How far does the highest filled level of a semiconductor sink as one moves away from the valence top, and why does it sink faster in one direction than in another? For boron arsenide two numbers and a pocket calculator are enough for an estimate along three lines of the Brillouin zone. The energies come from plane-wave density-functional theory with the TB-mBJ potential and are counted from the valence top.

Levels of BAs (space group F-43m, 2-atom cell) at points of a 9×9×9 k mesh with third coordinate 0, computed with DFTK 0.8.2: plane-wave DFT with the TB-mBJ potential, PBE GTH pseudopotentials and a cutoff of 979.61 eV, without spin polarisation or spin-orbit coupling. Energies are counted from the valence top; "under" and "over" number the levels from the gap.

```tsv
point a (reciprocal cell vector)	point b (reciprocal cell vector)	level point (row)	level under 3 (eV)	level under 2 (eV)	level under 1 (eV)	level over 1 (eV)	level over 2 (eV)
0.0000	0.0000	1	0.000	0.000	0.000	3.531	3.531
0.2222	0.0000	2	-4.301	-0.989	-0.989	3.488	4.794
0.4444	0.0000	3	-8.580	-1.774	-1.774	3.037	4.978
-0.1111	0.1111	4	-2.805	-1.891	-0.366	4.133	4.175
0.2222	0.2222	5	-3.468	-2.396	-2.396	2.024	5.269
0.3333	0.3333	6	-5.969	-3.467	-3.467	1.412	3.243
0.4444	0.4444	7	-8.175	-4.024	-4.024	1.328	1.904
```

Each row is one k-point of the same crystal, named here by its level point. The columns point a and point b give its position in units of the reciprocal cell vectors; the third coordinate, point c, is zero for all rows. Point 1 is the zone centre Γ; points 2 and 3 lie towards L, point 4 towards K, and points 5 to 7 towards X. The quantity to estimate is level under 1, the highest filled level.

Points 3 and 7 have the same point a, yet the level lies at -1.77 eV in the first and at -4.02 eV in the second. Points 2 and 5 form a similar pair, again with the deeper level towards X. Distance from Γ does not explain this: point 3 is farther out than point 6, but its level is only about half as deep. The direction matters, and the bonds show why.

**Four bonds and one orbital**

Theory assigns the highest filled level on these lines to p orbitals that stand at right angles to the wave vector. Symmetry keeps s orbitals out of it. Each As atom has four B neighbours, and the coupling depends on how a p orbital meets the bond. If it points largely along the bond, the coupling is strong. If it stands at right angles to the bond, the two p orbitals overlap only sideways, which is weaker and has the opposite sign.

At Γ all four bonds act in phase, so the sideways part cancels some of the strong part. The net coupling is small, the bonding level is pushed down only a little, and it forms the valence top. Away from Γ the wave shifts the phases of the bonds against each other. The cancellation fades, the net coupling grows, and the bonding level sinks.

The direction decides how many sideways bonds shift in phase against the rest. Towards L, one bond lies along the wave vector, at right angles to the orbital, and only this bond changes its phase relative to the other three. Towards X, two of the four bonds are sideways, and both change phase against the other two. More cancellation is lifted, so the level sinks further. This count belongs to the tetrahedral network, and the same order, deeper at X than at L, is familiar from silicon and gallium arsenide.

**From the picture to a formula**

Let $V$ be the coupling between p orbitals along the same cube axis, summed over the four bonds, and $W$ the summed strength of the coupling between p orbitals along different axes. Each sideways bond then contributes $-(W-V)/4$. Let the sideways bonds that shift add up to $-P$ and the other bonds to $S$; at Γ this leaves $S-P=V$. Towards X and L the two parts differ in phase by $2\theta$, where $\theta = 180^\circ \times$ point a, and the net coupling $h$ follows from

$$h^2 = S^2+P^2-2SP\cos 2\theta = V^2 + 4SP\,p, \qquad p=\sin^2\theta .$$

Two sideways bonds give $4SP=W^2-V^2$, and one gives $4SP=(W-V)(W+3V)/4$. Towards K there are again two, but their phases shift in opposite senses, so that the coupling itself grows in proportion to $p$:

$$\begin{aligned}
\text{towards X:}\quad & h^2 = V^2(1-p)+W^2p\\
\text{towards L:}\quad & h^2 = V^2+(W-V)(W+3V)\,p/4\\
\text{towards K:}\quad & h = V+(W-V)\,p
\end{aligned}$$

If the p orbitals of B and As have the same energy, the coupling splits them evenly into a bonding level and an antibonding one. At Γ the splitting is $2V$, so the midpoint lies $V$ above the valence top, and the filled level is at

$$E = V-h .$$

The p-like empty level at Γ, level over 1, lies at 3.531 eV; half of this is $V=1.77$ eV. Point 7 then fixes $W=5.87$ eV. The other five points are left as tests.

**Two points by hand**

Point 6 lies towards X with point a = 0.3333, so $\theta=60^\circ$ and $p=0.75$:

$$h^2 = 0.25\times3.12+0.75\times34.47 = 26.6\ \text{eV}^2,\qquad E = 1.77-5.16=-3.39\ \text{eV}.$$

The calculation gives -3.47 eV, so the estimate is off by 2% of the level's depth.

Point 3 lies towards L with point a = 0.4444, so $\theta=80^\circ$ and $p=0.97$:

$$h^2 = 3.12+0.97\times11.46=14.2\ \text{eV}^2,\qquad E=1.77-3.77=-2.0\ \text{eV}.$$

The computed level is at -1.77 eV. The rule puts it too deep by 13%, which is its largest miss in electronvolts.

**How far the rule carries**

Over the five test points the typical (rms) error is 0.14 eV, as the output below shows. A parabola with one hole mass for all directions, also set by point 7, misses by about 1 eV. In relative terms the rule is weakest at point 4, the test point nearest to Γ and the only one towards K: its error there is 31% of a depth of only 0.37 eV. It is therefore a guide to the shape of the band along these lines, and a poor source of hole masses.

The two numbers are effective ones. Taken from point 5 instead of point 7, $W$ would be 6.12 eV, a sign that it absorbs effects left out of the model, such as couplings beyond nearest neighbours or to other orbitals. A difference between the p energies of B and As can be absorbed fully in $V$ and $W$ towards X, but only roughly towards L and K. $V$ also carries over whatever error the calculation makes in the direct gap at Γ, and that gap depends on the functional. The run does not print the mixing parameter of its TB-mBJ potential, and the pseudopotentials were made for PBE, so $V$ should not be taken as a well-tested TB-mBJ value. Spin-orbit coupling, left out here, would split the valence top, by an amount expected to be similar to the larger misses of the rule.

The band gap is out of reach. The antibonding partner of the filled level at point 7 should lie near 7.6 eV, whereas the lowest empty level there is at 1.33 eV. That level belongs to another family, in which s orbitals mix with p orbitals along the wave vector.

In practice, take half the splitting between the p-like levels at Γ as $V$, fix $W$ from one level near X, and use the formula for the line in question. For BAs this places the highest filled level to within about 0.25 eV at all five test points. Only one of them lies towards K, less than a third of the way there, and no other crystal was tested. The conduction valley needs a calculation of its own.

Numerical output:

```
V, half the direct gap at Gamma (eV): 1.766
W, from row 7 (eV): 5.871
W if taken from row 5 instead (eV): 6.123
V squared (eV^2): 3.117
W squared (eV^2): 34.47
(W-V)(W+3V)/4 for the line to L (eV^2): 11.46
Rule with two numbers:
      row       p   h_eV  rule_eV  computed_eV  rule_less_computed_eV
      0.0       0  1.766        0            0                      0
   0.2222  0.4131  2.802   -1.037       -0.989               -0.04756
   0.4444  0.9698  3.772   -2.007       -1.774                 -0.233
  -0.1111   0.117  2.246  -0.4801       -0.366                -0.1141
   0.2222  0.4131  4.008   -2.243       -2.396                 0.1531
   0.3333  0.7499   5.16   -3.394       -3.467                0.07254
   0.4444  0.9698   5.79   -4.024       -4.024                      0
Rivals:
      row  k_over_GammaX  parabola_eV  parabola_miss_eV  three_numbers_eV  three_numbers_miss_eV
      0.0              0            0                 0                 0                      0
   0.2222         0.3849      -0.7545            0.2345           -0.9039                0.08507
   0.4444         0.7697       -3.018            -1.244            -1.774              -2.22e-16
  -0.1111         0.3142       -0.503            -0.137           -0.3123                0.05373
   0.2222         0.4444       -1.006              1.39            -2.243                 0.1531
   0.3333         0.6666       -2.263             1.204            -3.394                0.07254
   0.4444         0.8888       -4.024                 0            -4.024                      0
rms miss of the rule, rows 2 to 6 (eV): 0.1402
largest miss of the rule, rows 2 to 6 (eV): 0.233
largest relative miss of the rule, rows 2 to 6 (percent): 31.18
rms miss of the one-mass parabola, rows 2 to 6 (eV): 1
rms miss of the two-number rule, rows 2 4 5 6 (eV): 0.1049
rms miss of the three-number rule, rows 2 4 5 6 (eV): 0.09853
antibonding partner V+h by the rule at row 7 (eV): 7.555
lowest computed empty level at row 7 (eV): 1.328
```
